## Results and discussion

A pressure of 1 GPa acting through a volume change of 1 Å³ per atom is worth about 6 meV per atom. That exchange rate links the energy and pressure columns of the table. Each calculated cell holds one Bi and one Te atom. The edges $a$ and $c$ belong to the equivalent hexagonal cell of six atoms, in which layers of Bi and Te alternate along $c$. The ratio $c/a$ compares this edge with the edge $a$ within a layer.

BiTe in a two-atom rhombohedral cell, with shape and atoms relaxed at each fixed volume (Ansatz 0.2.0, PBE, scalar-relativistic, PAW, no spin polarization or dispersion correction). The plane-wave cutoff is 420 eV, the k mesh 12×12×12 and the Gaussian smearing 0.1 eV. Energies are extrapolated to zero smearing, c/a is for the hexagonal cell, and positive pressure means compression.

| volume (relaxed cell) (Å³/atom) | c/a (relaxed cell) | shortest distance (relaxed cell) (Å) | energy over elements (eV/atom) | pressure (GPa) |
| --- | --- | --- | --- | --- |
| 29.632 | 1.8405 | 3.147 | 0.000 | 6.490 |
| 30.642 | 1.8982 | 3.172 | -0.035 | 4.540 |
| 31.652 | 1.9583 | 3.197 | -0.058 | 2.870 |
| 32.663 | 2.0068 | 3.224 | -0.071 | 1.350 |
| 34.684 | 2.0885 | 3.279 | -0.071 | -1.160 |
| 35.694 | 2.4321 | 3.293 | -0.065 | -1.630 |
| 37.041 | 2.4321 | 3.333 | -0.046 | -2.950 |

### 1. Which volume does this structure prefer?

The preferred volume lies between the rows at 32.663 and 34.684 Å³ per atom. The first is still under pressure and would expand; the second is under tension, shown as negative pressure, and would shrink. A straight line between the two pressures reaches zero near 33.75 Å³, with an uncertainty of about 0.1 Å³ from the curvature. The energies agree: both rows read −0.071 eV, so the minimum should lie about midway between them, near 33.67 Å³. That argument needs a row on each side, whereas the sign of the pressure tells from a single row on which side of the minimum it lies.

This is the best volume for the imposed two-atom structure in its flattened shape, which is shorter along $c$ than cubic rocksalt. PBE usually makes the volumes of such heavy-element crystals a few percent too large, which outweighs the interpolation error. Real BiTe has a larger, layered cell, so −0.071 eV per atom is not its formation energy.

### 2. What does it cost to change the volume?

Squeezing a crystal stores the work done against its pressure. For a small step between neighbouring rows, the mean of the two pressures gives that work:

$$\Delta F \approx -\bar P\,\Delta V$$

Here $F$ is the free energy per atom, including the small entropy term of the smeared occupations, $\bar P$ is the mean pressure and $\Delta V$ is the change in volume per atom.

Take the expansion from 29.632 to 30.642 Å³. The mean pressure is $(6.490+4.540)/2=5.515$ GPa and the volume grows by 1.010 Å³. Their product, 5.57 GPa Å³, divided by 160.2 GPa Å³ per eV, predicts a fall of 34.8 meV per atom. The calculated free energy falls by the same amount to within 0.1 meV.

The rule has no adjustable constant and was applied to all six steps between neighbouring rows; the printed analysis below lists them. Five agree within 1 meV per atom, which shows that energies and pressures belong together. It does not test the functional, since both come from the same one. The sixth step, into the row at 35.694 Å³, fails for a reason taken up in question 4.

### 3. Which direction gives way under compression?

The crystal shrinks mainly along $c$. Among the five rows up to 34.684 Å³, the volume falls by 14.6% from the largest to the smallest. Edge $c$ loses 12.8% and edge $a$ only 1.0%.

The geometry shows how this spares the short bonds. Each Bi atom has six near Te neighbours, three in the layer above and three in the layer below, and these contacts lean away from $c$. Pushing the layers together therefore flattens the contacts more than it shortens them. They lose 4.0% of their length, against 5.1% if the cell had kept its shape.

Repulsion between atoms rises most steeply at the shortest distances, so a deformation that spares those contacts should be cheap. The space is taken instead from wider gaps. The next Bi–Te contacts, straight along $c$, shorten from 5.08 to 4.43 Å, while like atoms in successive layers of their own kind approach from 4.40 to 4.06 Å. The distances show this more even packing. That it saves energy by limiting the repulsion is expected, not computed separately here.

### 4. Why does the pressure rule fail at 35.694 Å³?

The cell changes shape there. Its $c/a$ jumps from 2.0885 to 2.4321, close to the value $\sqrt{6}\approx2.449$ at which the structure becomes cubic rocksalt. The six near contacts remain, but the layers move apart along $c$ and contract sideways.

The energy confirms that no ordinary compression curve, with pressure falling as volume grows, joins the two rows. Even the smaller of the two tensions, 1.16 GPa, acting through 1.01 Å³ would raise the free energy by $1.16\times1.01/160.2$ eV, or 7.3 meV per atom. The actual rise is only 6.0 meV. No curve along which the pressure falls steadily from one row to the next can give so little.

The relaxation at 35.694 Å³ separates the two effects. In the old shape the free energy is 11.0 meV per atom above the previous row, as the pressure rule demands. Letting the shape relax then recovers 5 meV.

The jump shows where the relaxation left the old shape, not where the two shapes have equal energy. Each relaxation started from a shape close to that of a neighbouring volume, so a near-cubic cell might already compete at 34.684 Å³. Extending the pressures of the two near-cubic rows back to that volume, and applying the pressure rule, suggests that it does: the two shapes would have nearly equal energies there. The last row inherited its near-cubic shape and kept it; its identical $c/a$ is not independent evidence.

### 5. How stiff is the crystal, and may one curve describe it?

Near its preferred volume the flattened shape has a bulk modulus of about 42 GPa. The bulk modulus is the pressure change divided by the relative volume change that it causes, so 1 GPa shrinks the crystal by roughly 2.4%. At the smallest volumes the value has risen to 58 GPa. This stiffening is the usual result of repulsion that grows faster as atoms approach.

Across the jump the same arithmetic gives only 16 GPa. That is not a soft crystal but a comparison of two shapes. With the old shape held fixed, the pressure at 35.694 Å³ gives 39 GPa, so the drop to 16 GPa comes from the change of shape. The 39 GPa should not be compared directly with the earlier steps, because a crystal whose shape is held responds more stiffly than one whose shape may relax. An equation of state for the flattened shape of this two-atom structure should use the five rows up to 34.684 Å³ and leave out the two near-cubic ones. A curve through all seven would turn a change of shape into a false elastic property.

### 6. Which digits can be trusted?

The cost of strong compression, 0.071 eV per atom from the rows beside the minimum to the smallest volume, is large enough to trust within this level of theory, although no other cutoff or k mesh was tried to fix its last digit. The order of the two rows beside the minimum cannot be trusted. Their energies at zero smearing agree to the last printed digit, whereas the free energy favours 34.684 Å³ by 0.45 meV per atom. A preference that depends on how the smearing is treated should not be used to rank them.

The energy of 0.000 eV in the first row needs similar care. The column is labelled as measured from the elements, but a column measured from the first row would look the same, and the table cannot tell the two apart. Only differences between rows are therefore used here. Even if the label holds, the zero compares compressed BiTe with uncompressed elements, so it does not mark the pressure at which BiTe would decompose. Under pressure the elements shrink too, and the proper comparison is between enthalpies, which add pressure times volume to each energy.

### 7. What would change if spin–orbit coupling were included?

The preference between the two shapes could change. Spin–orbit coupling splits the outer p levels of a bismuth atom by an energy of the order of 1 eV, while the shape relaxation in question 4 gained only 5 meV per atom. Most of the coupling's effect should cancel between two shapes of the same crystal, but even a small remainder could matter on that scale. The volume at which the near-cubic shape takes over is thus less certain than the cost of strong compression, an energy more than ten times the 5 meV gained by the change of shape.

With antimony in place of bismuth, leaving out the coupling would be a milder approximation, because the effect grows steeply with nuclear charge. The way to judge a shape preference would stay the same: relax both shapes at each volume, and compare their energy difference with the size of what the calculation leaves out.

Numerical output:

```
Edges and contacts in angstrom:
     row  edge a  edge c  far Bi-Te  like atoms between layers
  29.632   4.814    8.86       4.43                      4.055
  30.642   4.818   9.145      4.573                      4.127
  31.652    4.82   9.439       4.72                        4.2
  32.663   4.831   9.695      4.848                      4.269
  34.684   4.864   10.16      5.079                      4.399
  35.694   4.667   11.35      5.676                      4.645
  37.041   4.725   11.49      5.746                      4.703
Volume loss within the compressed group (percent): 14.57
Loss of edge c in that group (percent): 12.78
Loss of edge a in that group (percent): 1.029
Loss of the shortest contact in that group (percent): 4.026
Loss of every length if the shape stayed fixed (percent): 5.112
Step from the row above (meV/atom and GPa):
     row  free energy change  change from mean pressure  difference  bulk modulus
  30.642              -34.75                     -34.77     0.01614         58.19
  31.652              -23.35                     -23.36    0.006039          51.5
  32.663              -13.25                     -13.31     0.06445         48.35
  34.684               -0.45                     -1.198      0.7483         41.82
  35.694                   6                      8.794      -2.794         16.38
  37.041               19.45                      19.25      0.1973         35.64
Rise to 35.694 before the shape relaxes (meV/atom): 11
The same rise from the mean pressure (meV/atom): 10.87
Energy change as the shape relaxes at 35.694 (meV/atom): -5
Bulk modulus up to 35.694 with the old shape kept (GPa): 39.36
Volume of zero pressure by linear interpolation (A^3/atom): 33.75
Depth of the minimum below row 32.663 (meV/atom): 4.58
Depth of the minimum below row 34.684 (meV/atom): 3.381
```
